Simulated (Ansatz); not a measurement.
# How methods differ on C2F5 (pentafluoroethyl)

The species is C2F5 (7 atoms), meant as a doublet with charge 0. As SMILES, `F[C](F)C(F)(F)F`. The shape was relaxed beforehand at wB97X-V/def2-SVP.

```xyz
7

F     1.5639   -0.8445    0.5059
C     0.3225   -0.4666    0.7277
F    -0.4699   -1.4825    0.9980
C    -0.2282    0.4822   -0.3180
F     0.5805    1.5301   -0.4455
F    -1.4387    0.8973    0.0439
F    -0.3301   -0.1161   -1.5120
```

Each level gives the dissociation energy of the F7–C4 bond into doublet F and singlet C2F4 (shapes relaxed at wB97X-V/def2-SVP, no zero-point term) (eV). The values are calculated.

| level | kind | program | value (eV) |
| --- | --- | --- | --- |
| UHF/def2-SVP | Hartree–Fock | Ansatz | 2.67 |
| USVWN5/def2-SVP | LDA | Ansatz | 4.34 |
| UBLYP/def2-SVP | GGA | Ansatz | 3.35 |
| U-r2SCAN/def2-SVP | meta-GGA | Ansatz | 3.60 |
| UB3LYP/def2-SVP | global hybrid | Ansatz | 3.32 |
| UCAM-B3LYP/def2-SVP | range-separated hybrid | Ansatz | 3.56 |
| UB2PLYP/def2-SVP | double hybrid | Ansatz | 3.32 |
| RPA@PBE/def2-SVP | RPA | Ansatz | 2.71 |

The values span 2.67 to 4.34 eV. Hartree–Fock misses the correlation of the electron pair that is broken and comes out low. A fragment with an even electron count was run as a singlet and may have a lower triplet. Measured bond enthalpies also hold zero-point and thermal terms, a few tenths of an eV less.

The bond being broken is β to the radical centre, so losing fluorine does not leave two isolated unpaired electrons. The electron left on the former CF3 carbon pairs with the one already on the neighbouring carbon, forming the π bond of tetrafluoroethylene. This recovers part of the cost of breaking a strong, polar C–F σ bond, and the computed energies are accordingly well below those typical of C–F cleavage in saturated fluorocarbons. The gain is limited because fluorine substitution favours pyramidal carbon centres, which weakens the π bond in C2F4.

All levels find the dissociation endothermic, but its cost depends strongly on the treatment of exchange and correlation. LDA stands well above the rest, in line with its familiar overbinding, while RPA falls close to Hartree–Fock, probably because it describes short-range correlation poorly. Adding exact exchange does not lower the value systematically: UBLYP and UB3LYP nearly coincide, whereas UCAM-B3LYP lies higher. The close agreement of UBLYP, UB3LYP and UB2PLYP does not establish accuracy, since all three share the same small basis.
